**Shell closures and half-filled shells in the addition energy of a hard-wall spherical dot**

The table holds chemical potentials, addition energies, highest eigenvalues, spins and rms radii for 1 to 28 electrons in a hard-wall sphere of radius 3.74 bohr* without central charge, from spin-polarised LDA-PW92 with m-averaged shells and greedy filling. The program fits nothing: it finds the rows that leave the plateau, sizes them against the mean of their neighbours, and compares them with free particle-in-a-sphere gaps and with the scaling M·N^(−2/3) of a local exchange splitting. Breaks occur at N = 2, 8, 18 (excess 0.32–0.45 hartree*, 0.81–0.88 of the free gaps) and at N = 5, 13, 25 (excess 0.08–0.095 hartree*). The midpoint rule that follows from Janak's theorem holds within rounding, and the plateau does not scale as the inverse rms radius. A rough first-order estimate of the shift of 2s against 1f is of the same order as their free gap and errs low, which supports the 1f filling from N = 19 without proving it.

Spin-polarised Kohn-Sham calculations (radks with Libxc 2, LDA-PW92) for a spherical hard-wall dot of radius 3.74 bohr* with no central charge, in effective atomic units. Shells are m-averaged and filled greedily, so a lower state can be missed; levels are numbered by radial order. Chemical potential is E(N)-E(N-1), addition energy E(N+1)+E(N-1)-2E(N).

## Program and output

```python
# Table: spin-polarised LDA-PW92 (radks, m-averaged shells) for N=1-28 electrons in a hard-wall
# sphere, R=3.74 bohr*, no central charge. Tested: which addition energies break the plateau,
# their size against neighbours and free particle-in-a-sphere gaps, and the Janak midpoint rule.
T = {
    'electrons': [1, 2, 3, 4, 5, 6, 7, 8, 9, 10, 11, 12, 13, 14, 15, 16, 17, 18, 19, 20, 21, 22, 23, 24, 25, 26, 27, 28],
    'chemical_potential': [0.3644, 0.7814, 1.437, 1.769, 2.109, 2.537, 2.862, 3.193, 3.9, 4.222, 4.546, 4.87, 5.194, 5.603, 5.92, 6.238, 6.558, 6.877, 7.647, 7.961, 8.276, 8.59, 8.905, 9.22, 9.535, 9.93, 10.24, 10.55],  # hartree*
    'unpaired_electrons': [1, 0, 1, 2, 3, 2, 1, 0, 1, 2, 3, 4, 5, 4, 3, 2, 1, 0, 1, 2, 3, 4, 5, 6, 7, 6, 5, 4],
    'rms_radius': [2.009, 2.096, 2.228, 2.302, 2.354, 2.395, 2.429, 2.457, 2.492, 2.522, 2.547, 2.569, 2.589, 2.606, 2.622, 2.637, 2.651, 2.663, 2.678, 2.691, 2.704, 2.715, 2.726, 2.736, 2.746, 2.755, 2.763, 2.771],  # bohr*
    'highest_eigenvalue': [0.5291, 0.9507, 1.601, 1.939, 2.28, 2.698, 3.027, 3.36, 4.061, 4.384, 4.708, 5.032, 5.357, 5.761, 6.079, 6.398, 6.717, 7.037, 7.804, 8.118, 8.433, 8.748, 9.063, 9.378, 9.692, 10.09, 10.4, 10.71],  # hartree*
    'highest_level': ['1s up', '1s up', '1p up', '1p up', '1p up', '1p down', '1p down', '1p up', '1d up', '1d up', '1d up', '1d up', '1d up', '1d down', '1d down', '1d down', '1d down', '1d up', '1f up', '1f up', '1f up', '1f up', '1f up', '1f up', '1f up', '1f down', '1f down', '1f down'],
    'addition_energy': [None, 0.6555, 0.3324, 0.3396, 0.4276, 0.3256, 0.3312, 0.7067, 0.3221, 0.3235, 0.3242, 0.3245, 0.4083, 0.3171, 0.3185, 0.3193, 0.3198, 0.7697, 0.3142, 0.3145, 0.3147, 0.3148, 0.3149, 0.3149, 0.3953, 0.3108, 0.3112, None],  # hartree*
}
import numpy as np
from scipy.special import spherical_jn
from scipy.optimize import brentq
R = 3.74  # wall radius, setting of the runs
N = [int(n) for n in T['electrons']]
col = lambda k: dict(zip(N, T[k]))
mu, A, eps = col('chemical_potential'), col('addition_energy'), col('highest_eigenvalue')
rms, M, lev = col('rms_radius'), col('unpaired_electrons'), col('highest_level')
zero = lambda l, a, b: brentq(lambda t: spherical_jn(l, t), a, b)
x = {'1s': np.pi, '1p': zero(1, 4, 5), '1d': zero(2, 5.5, 6), '2s': 2*np.pi, '1f': zero(3, 6.5, 7.5)}
L = {'1s': 0, '1p': 1, '1d': 2, '2s': 0, '1f': 3}
e0 = {k: v**2/(2*R**2) for k, v in x.items()}
r2 = {k: 1/3 + (2*L[k]+3)*(2*L[k]-1)/(6*x[k]**2) for k in x}
print("Energies in hartree*, lengths in bohr*. Rounding: A 0.00005; mu, eps 0.0005 (0.005 above 10)")
print("Free levels x^2/2R^2: " + ", ".join(f"{k} {v:.4f}" for k, v in e0.items()))
print("Free <r^2>/R^2: " + ", ".join(f"{k} {v:.3f}" for k, v in r2.items()))
print(f"N=1: mu - exact = {mu[1]-e0['1s']:+.4f} ({100*(mu[1]/e0['1s']-1):.1f}%), eps - exact = {eps[1]-e0['1s']:+.4f}")
have = [n for n in N if A[n] is not None]
med = np.median([A[n] for n in have])
peaks = [n for n in have if A[n] > med + 0.05]
print(f"Median addition energy A = {med:.4f}; rows more than 0.05 above it: {peaks}")
assert peaks == [2, 5, 8, 13, 18, 25]
nb = {n: [A[m] for m in (n-1, n+1) if m in have] for n in peaks}
ex = {n: A[n] - np.mean(nb[n]) for n in peaks}
print("Closed shells: excess over neighbours' mean against free gap (N=2: only N=3 as neighbour)")
red = {}
for n, a, b in ((2, '1s', '1p'), (8, '1p', '1d'), (18, '1d', '1f')):
    g = e0[b] - e0[a]; red[n] = g - ex[n]
    print(f" N={n:2d} base {np.mean(nb[n]):.4f} spread {np.ptp(nb[n])/2:.4f} excess {ex[n]:.4f}"
          f" gap {a}-{b} {g:.4f} ratio {ex[n]/g:.2f} gap-excess {red[n]:.3f}")
assert all(0 < red[n] < ex[n] for n in red) and ex[2] < ex[8] < ex[18]
print("Half-filled shells: excess, per unpaired electron M, and divided by M*N^(-2/3)")
for n in (5, 13, 25):
    print(f" N={n:2d} M={M[n]:.0f} M/N {M[n]/n:.2f} base {np.mean(nb[n]):.4f} spread {np.ptp(nb[n])/2:.4f} excess {ex[n]:.4f}"
          f" per M {ex[n]/M[n]:.4f} scaled {ex[n]/(M[n]*n**(-2/3)):.4f}")
print(f" N=1 (half-filled 1s): mu(2)-mu(1) = {mu[2]-mu[1]:.4f}, above A(3) by {mu[2]-mu[1]-A[3]:.4f}")
print(f"Closure/half-filling excess: 1p {ex[8]/ex[5]:.1f}, 1d {ex[18]/ex[13]:.1f}")
groups = [range(3, 5), range(6, 8), range(9, 13), range(14, 18), range(19, 25), range(26, 28)]
print("Flat runs: mean A, rise in run, A*R (wall charge 1, uniform ball 1.2), A*rms, A/2, eps-mu")
means = []
for g in groups:
    a = np.array([A[n] for n in g]); means.append(a.mean())
    print(f" N={g[0]:2d}-{g[-1]:2d} {lev[g[0]]:8s} {a.mean():.4f} {a[-1]-a[0]:+.4f} {a.mean()*R:.3f}"
          f" {np.mean([A[n]*rms[n] for n in g]):.3f} {a.mean()/2:.4f} {np.mean([eps[n]-mu[n] for n in g]):.3f}")
assert all(np.diff(means) < 0) and all(A[g[-1]] > A[g[0]] for g in groups)
print("A after minus A before each break: " + ", ".join(f"N={n} {A[n+1]-A[n-1]:+.4f}" for n in peaks[1:]))
print(f"N=3 to 27: A changes {100*(A[27]/A[3]-1):+.1f}%, rms {100*(rms[27]/rms[3]-1):+.1f}%, 1/rms {100*(rms[3]/rms[27]-1):+.1f}%")
dev = {n+1: (eps[n]+eps[n+1])/2 - mu[n+1] for g in groups for n in g}
w = max((n for n in dev if n <= 25), key=lambda n: abs(dev[n]))
print(f"Midpoint rule [eps(N-1)+eps(N)]/2 - mu(N), same subshell, N<=25: worst {dev[w]:+.4f} at N={w}")
print(f" coarsely rounded rows: N=27 {dev[27]:+.3f}, N=28 {dev[28]:+.3f}")
assert abs(dev[w]) < 0.002
d = [eps[n] - mu[n] for n in N if n <= 25]
print(f"eps - mu for N<=25: {min(d):.3f} to {max(d):.3f}")
order = ['1s']*2 + ['1p']*6 + ['1d']*10 + ['1f']*14
for n in (1, 2, 8, 18, 28):
    b = R*np.sqrt(np.mean([r2[k] for k in order[:n]]))
    print(f" rms N={n:2d}: table {rms[n]:.3f}, free electrons, same filling {b:.3f}, {100*(rms[n]/b-1):+.1f}%")
print(f"Free gaps: 1d-2s {e0['2s']-e0['1d']:.3f}, 2s-1f {e0['1f']-e0['2s']:.3f}; excess at N=18 {ex[18]:.3f}")
print(f"N=20: A minus neighbours' mean {A[20]-(A[19]+A[21])/2:+.5f} (rounding 0.0001)")
s = red[18]*(r2['1f']-r2['2s'])/(r2['1f']-r2['1d'])
print(f"Rough 2s shift against 1f (1d-1f reduction scaled by <r^2>): about {s:.1f}, order of magnitude only")
```

Printed output:

```
Energies in hartree*, lengths in bohr*. Rounding: A 0.00005; mu, eps 0.0005 (0.005 above 10)
Free levels x^2/2R^2: 1s 0.3528, 1p 0.7217, 1d 1.1874, 2s 1.4112, 1f 1.7455
Free <r^2>/R^2: 1s 0.283, 1p 0.375, 1d 0.439, 2s 0.321, 1f 0.487
N=1: mu - exact = +0.0116 (3.3%), eps - exact = +0.1763
Median addition energy A = 0.3228; rows more than 0.05 above it: [2, 5, 8, 13, 18, 25]
Closed shells: excess over neighbours' mean against free gap (N=2: only N=3 as neighbour)
 N= 2 base 0.3324 spread 0.0000 excess 0.3231 gap 1s-1p 0.3689 ratio 0.88 gap-excess 0.046
 N= 8 base 0.3266 spread 0.0045 excess 0.3800 gap 1p-1d 0.4657 ratio 0.82 gap-excess 0.086
 N=18 base 0.3170 spread 0.0028 excess 0.4527 gap 1d-1f 0.5581 ratio 0.81 gap-excess 0.105
Half-filled shells: excess, per unpaired electron M, and divided by M*N^(-2/3)
 N= 5 M=3 M/N 0.60 base 0.3326 spread 0.0070 excess 0.0950 per M 0.0317 scaled 0.0926
 N=13 M=5 M/N 0.38 base 0.3208 spread 0.0037 excess 0.0875 per M 0.0175 scaled 0.0968
 N=25 M=7 M/N 0.28 base 0.3129 spread 0.0020 excess 0.0824 per M 0.0118 scaled 0.1007
 N=1 (half-filled 1s): mu(2)-mu(1) = 0.4170, above A(3) by 0.0846
Closure/half-filling excess: 1p 4.0, 1d 5.2
Flat runs: mean A, rise in run, A*R (wall charge 1, uniform ball 1.2), A*rms, A/2, eps-mu
 N= 3- 4 1p up    0.3360 +0.0072 1.257 0.761 0.1680 0.167
 N= 6- 7 1p down  0.3284 +0.0056 1.228 0.792 0.1642 0.163
 N= 9-12 1d up    0.3236 +0.0024 1.210 0.819 0.1618 0.162
 N=14-17 1d down  0.3187 +0.0027 1.192 0.838 0.1593 0.159
 N=19-24 1f up    0.3147 +0.0007 1.177 0.852 0.1573 0.158
 N=26-27 1f down  0.3110 +0.0004 1.163 0.858 0.1555 0.160
A after minus A before each break: N=5 -0.0140, N=8 -0.0091, N=13 -0.0074, N=18 -0.0056, N=25 -0.0041
N=3 to 27: A changes -6.4%, rms +24.0%, 1/rms -19.4%
Midpoint rule [eps(N-1)+eps(N)]/2 - mu(N), same subshell, N<=25: worst +0.0010 at N=4
 coarsely rounded rows: N=27 +0.005, N=28 +0.005
eps - mu for N<=25: 0.157 to 0.171
 rms N= 1: table 2.009, free electrons, same filling 1.988, +1.0%
 rms N= 2: table 2.096, free electrons, same filling 1.988, +5.4%
 rms N= 8: table 2.457, free electrons, same filling 2.218, +10.8%
 rms N=18: table 2.663, free electrons, same filling 2.365, +12.6%
 rms N=28: table 2.771, free electrons, same filling 2.455, +12.9%
Free gaps: 1d-2s 0.224, 2s-1f 0.334; excess at N=18 0.453
N=20: A minus neighbours' mean +0.00005 (rounding 0.0001)
Rough 2s shift against 1f (1d-1f reduction scaled by <r^2>): about 0.4, order of magnitude only
```
